**Cu4Os: frontier levels against the share of exact exchange**

The table holds the HOMO, LUMO and orbital gap of Cu4Os as a restricted singlet, from PBE hybrids with 0 to 40 % exact exchange in def2-SVP at one fixed geometry, without spin-orbit coupling (Ansatz 0.2.0). The program tests a frozen-orbital model in which the HOMO falls by $aU/2$, the LUMO rises by $aU/2$ and the mid-gap stays fixed, and then tests curvature and a swap of the two lowest empty levels. The gap is linear to 15 meV with $U \approx 8$ eV and the mid-gap moves by 3 % of the gap change, but both levels bend and the total energy is concave, which shows orbital relaxation. The second empty level, extrapolated from 0 to 15 %, reproduces the LUMO at 25 and 40 % within 0.008 eV, while the original LUMO misses by up to 0.168 eV, which points to a swap near 16 %. The stability of the singlet against spin polarisation is not established.

Orbital energies of neutral Cu4Os as a closed-shell singlet, computed with Ansatz 0.2.0 using restricted Kohn–Sham PBE with the listed share of exact exchange and the def2-SVP basis, with a def2 core potential on Os and no spin-orbit coupling. All rows use the same B3LYP-D4/def2-SVP geometry.

## The fit in Python

```python
# Table: HOMO, LUMO and orbital gap (eV) of Cu4Os, restricted singlet, Ansatz 0.2.0, def2-SVP,
# PBE with a share a of exact exchange, fixed geometry. Tested: frozen-orbital model
# (HOMO -aU/2, LUMO +aU/2, gap linear, mid-gap fixed), curvature, and a swap of the LUMO near 15 %.
T = {
    'exact_exchange': [0, 10, 15, 25, 40],  # %
    'homo': [-3.414, -3.75, -3.933, -4.324, -4.962],  # eV
    'lumo': [-3.232, -2.759, -2.527, -2.132, -1.58],  # eV
    'homo_lumo_gap': [0.182, 0.991, 1.406, 2.192, 3.382],  # eV
}
import numpy as np
from scipy import constants as C
a = np.array(T['exact_exchange'], float)
h, l, g = (np.array(T[k], float) for k in ('homo', 'lumo', 'homo_lumo_gap'))
f = lambda x, n=3: ' '.join(f'{v:+.{n}f}' for v in x)
# further outputs of the same runs (0, 10, 15 %): higher virtual levels, energy without dispersion, geometry
virt = np.array([[-3.140825, -2.706991, -1.61962, -0.99718, -0.3325, -0.294, 0.86664],
                 [-2.722696, -2.30324, -1.219267, -0.64738, 0.040654, 0.088218, 1.29751],
                 [-2.521115, -2.108157, -1.02773, -0.47969, 0.21817, 0.27266, 1.502778]])
E = np.array([-180979.490, -180978.406, -180977.923])
X = np.array([[.20, -1.10, -.22], [.48, 1.07, -1.33], [-1.18, -.68, 1.69], [-1.65, .49, -.41], [2.15, .21, .27]])
print('share a (%):', ' '.join(f'{v:.0f}' for v in a), '; table rounding +-0.0005 eV')
print(f'change 0 to 40 %: HOMO {h[-1]-h[0]:+.3f}, LUMO {l[-1]-l[0]:+.3f}, gap {g[-1]-g[0]:+.3f} eV')
print(f'gap ratio 40 %/0 % = {g[-1]/g[0]:.1f}; gap change 15 to 25 % = {g[3]-g[2]:.3f} eV')
mid = (h + l) / 2
print('mid-gap (eV):', f(mid), f'; spread {np.ptp(mid):.3f} = {100*np.ptp(mid)/(g[-1]-g[0]):.1f} % of gap change')
print('interval slopes (meV per 1 %), intervals 0-10, 10-15, 15-25, 25-40:')
for n, y in (('HOMO', h), ('LUMO', l), ('gap', g)):
    print(f'  {n}:', f(1e3 * np.diff(y) / np.diff(a), 1))
print('  rounding limit:', ' '.join(f'{v:.2f}' for v in 1.0 / np.diff(a)))
res, par = {}, {}
for d, name in ((1, 'linear'), (2, 'quadratic')):
    print(name, 'fits: leading coefficient, residuals (meV), worst row')
    for n, y in (('HOMO', h), ('LUMO', l), ('gap', g)):
        p = np.polyfit(a, y, d); r = y - np.polyval(p, a); res[n, d] = r; par[n, d] = p
        u = 'meV/%' if d == 1 else 'meV/%^2'
        print(f'  {n}: {1e3*p[0]:+.3f} {u};', f(1e3 * r, 1), f'; {a[np.argmax(abs(r))]:.0f} %')
U = 100 * par['gap', 1][0]
print(f'U from gap slope {U:.2f} eV; from HOMO {-200*par["HOMO",1][0]:.2f}; from LUMO {200*par["LUMO",1][0]:.2f}')
k = C.e / (4 * np.pi * C.epsilon_0) * 1e10
R = np.sqrt(((X - X.mean(0))**2).sum(1).mean()); rCu = 1.3  # rough recalled Cu radius, A
print(f'rough scale e2/R: {k/R:.0f} eV (rms radius {R:.1f} A), {k/(R+rCu):.0f} eV (plus rough Cu radius)')
print('Os-Cu distances (A):', ' '.join(f'{v:.2f}' for v in np.linalg.norm(X[1:] - X[0], axis=1)))
sl = 1e3 * (virt[1] - virt[0]) / (a[1] - a[0])
print(f'slopes 0-10 % of seven higher virtual levels: {sl.min():.1f} to {sl.max():.1f} meV/%')
B = virt[:, 0]; sp = B - l[:3]
print('LUMO+1 minus LUMO at 0, 10, 15 % (eV):', f(sp))
print('LUMO+1 slopes 0-10, 10-15 (meV/%):', f(1e3 * np.diff(B) / np.diff(a[:3]), 1))
print(f'spacing extrapolates to zero near {a[2]-sp[2]*(a[2]-a[1])/(sp[2]-sp[1]):.0f} % (last two points)')
pA, pB = np.polyfit(a[:3], l[:3], 2), np.polyfit(a[:3], B, 2)
eA, eB = l[3:] - np.polyval(pA, a[3:]), l[3:] - np.polyval(pB, a[3:])
W = np.vander(a[3:], 3) @ np.linalg.inv(np.vander(a[:3], 3))
print('three-point parabola carried to 25, 40 %; table LUMO minus prediction (eV):')
print('  from LUMO:', f(np.polyval(pA, a[3:])), '; miss', f(eA), '; rounding limit', f(5e-4 * (abs(W).sum(1) + 1)))
print('  from LUMO+1:', f(np.polyval(pB, a[3:])), '; miss', f(eB))
lb = np.concatenate([B, l[3:]]); pb = np.polyfit(a, lb, 2); rb = lb - np.polyval(pb, a)
print(f'joined branch (LUMO+1, then LUMO): curvature {1e3*pb[0]:+.3f} meV/%^2; residuals (meV)', f(1e3 * rb, 1))
print(f'  worst residual {1e3*abs(rb).max():.1f} meV against {1e3*abs(res["LUMO",2]).max():.1f} meV for one smooth LUMO')
print('joined branch minus HOMO (eV):', f(lb - h))
print('  its slopes (meV/%):', f(1e3 * np.diff(lb - h) / np.diff(a), 1))
sE = np.diff(E) / np.diff(a[:3])
print('total energy slopes 0-10, 10-15 (meV/%):', f(1e3 * sE, 1), f'; drop {100*(1-sE[1]/sE[0]):.0f} %')
assert np.all(np.diff(h) < 0) and np.all(np.diff(l) > 0)
assert np.ptp(mid) < 0.05 * (g[-1] - g[0]) and abs(res['gap', 1]).max() > 0.005
assert np.all(abs(eB) < abs(eA) / 3)
assert sE[1] < sE[0]
```

Output:

```
share a (%): 0 10 15 25 40 ; table rounding +-0.0005 eV
change 0 to 40 %: HOMO -1.548, LUMO +1.652, gap +3.200 eV
gap ratio 40 %/0 % = 18.6; gap change 15 to 25 % = 0.786 eV
mid-gap (eV): -3.323 -3.255 -3.230 -3.228 -3.271 ; spread 0.095 = 3.0 % of gap change
interval slopes (meV per 1 %), intervals 0-10, 10-15, 15-25, 25-40:
  HOMO: -33.6 -36.6 -39.1 -42.5
  LUMO: +47.3 +46.4 +39.5 +36.8
  gap: +80.9 +83.0 +78.6 +79.3
  rounding limit: 0.10 0.20 0.10 0.07
linear fits: leading coefficient, residuals (meV), worst row
  HOMO: -38.904 meV/%; -37.7 +15.4 +26.9 +24.9 -29.5 ; 0 %
  LUMO: +41.016 meV/%; -47.7 +15.1 +42.0 +26.9 -36.4 ; 0 %
  gap: +79.920 meV/%; -10.0 -0.2 +15.2 +2.0 -6.8 ; 15 %
quadratic fits: leading coefficient, residuals (meV), worst row
  HOMO: -0.160 meV/%^2; -1.2 +2.2 +0.9 -2.6 +0.8 ; 25 %
  LUMO: -0.203 meV/%^2; -1.6 -1.5 +9.2 -7.9 +1.9 ; 15 %
  gap: -0.042 meV/%^2; -0.4 -3.7 +8.3 -5.3 +1.1 ; 15 %
U from gap slope 7.99 eV; from HOMO 7.78; from LUMO 8.20
rough scale e2/R: 8 eV (rms radius 1.8 A), 5 eV (plus rough Cu radius)
Os-Cu distances (A): 2.45 2.39 2.45 2.40
slopes 0-10 % of seven higher virtual levels: 35.0 to 43.1 meV/%
LUMO+1 minus LUMO at 0, 10, 15 % (eV): +0.091 +0.036 +0.006
LUMO+1 slopes 0-10, 10-15 (meV/%): +41.8 +40.3
spacing extrapolates to zero near 16 % (last two points)
three-point parabola carried to 25, 40 %; table LUMO minus prediction (eV):
  from LUMO: -2.072 -1.412 ; miss -0.060 -0.168 ; rounding limit +0.006 +0.021
  from LUMO+1: -2.133 -1.588 ; miss +0.001 +0.008
joined branch (LUMO+1, then LUMO): curvature -0.091 meV/%^2; residuals (meV) -0.3 +0.5 +0.3 -0.7 +0.2
  worst residual 0.7 meV against 9.2 meV for one smooth LUMO
joined branch minus HOMO (eV): +0.273 +1.027 +1.412 +2.192 +3.382
  its slopes (meV/%): +75.4 +76.9 +78.0 +79.3
total energy slopes 0-10, 10-15 (meV/%): +108.4 +96.6 ; drop 11 %
```
